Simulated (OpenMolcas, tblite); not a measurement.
**How methods differ on AlGeH4Cl (SMILES [Cl][AlH][GeH3])**

AlGeH4Cl has 7 atoms, charge 0, and is taken as a singlet. As SMILES, `[Cl][AlH][GeH3]`. Geometry: relaxed at PBE0-D4/def2-TZVP.

Quantity: the vertical energy of the triplet above the singlet, in eV. The values are calculated.

| level | kind | program | value (eV) | less CCSD(T)/def2-SVP | CPU time (all runs) |
| --- | --- | --- | --- | --- | --- |
| IPEA1-xTB | semi-empirical | tblite | 4.73 | +0.40 | under 2 s |
| HF/def2-SVP | Hartree–Fock | OpenMolcas | 4.15 | -0.18 | 22 s |
| SVWN5/def2-SVP | LDA | OpenMolcas | 3.81 | -0.52 | 54 s |
| BLYP/def2-SVP | GGA | OpenMolcas | 3.85 | -0.48 | 88 s |
| revPBE/def2-SVP | GGA | OpenMolcas | 3.75 | -0.58 | 79 s |
| r2SCAN/def2-SVP | meta-GGA | OpenMolcas | 3.84 | -0.49 | 1.9 min |
| BHLYP/def2-SVP | global hybrid | OpenMolcas | 4.34 | +0.01 | 74 s |
| PBE0/def2-SVP | global hybrid | OpenMolcas | 4.01 | -0.32 | 75 s |
| CCSD(T)/def2-SVP, open shells restricted | coupled cluster or CI | OpenMolcas | 4.33 | 0.00 | 2.4 min |

CCSD(T)/def2-SVP, open shells restricted is the highest level here, not the true value. All-electron rows without a relativistic Hamiltonian named are non-relativistic. The values span 3.75 to 4.73 eV. In the correlated wave-function rows the outer d shell of Ge is correlated, in sets not made for it. Times are those of the runs behind each value, whatever else they computed, on shared processors of several kinds: orders of magnitude only.

Every level places the triplet well above the singlet at this geometry, as expected for a closed-shell molecule with three-coordinate aluminium. The low-lying excitation probably moves an electron from the Al–Ge σ bond, the softest and least polar bond to aluminium here, into the formally empty Al 3p orbital. The gap would then reflect both the strength of that bond and the π-acceptor character of aluminium, which chlorine lone-pair donation partly offsets.

The four semi-local functionals lie close together, from 3.75 to 3.85 eV, all below the coupled-cluster value. Exact exchange raises the gap from BLYP to BHLYP, but the trend doesn't extend to Hartree–Fock, which falls back to 4.15 eV, probably because it omits the opposite-spin pair correlation that favours the singlet. BHLYP's near-coincidence with coupled cluster may therefore be a balance of errors, and one molecule can't establish it as generally reliable. Nor does a vertical gap give the energy of the relaxed triplet, which could lie considerably lower if the Al–Ge bond lengthens.
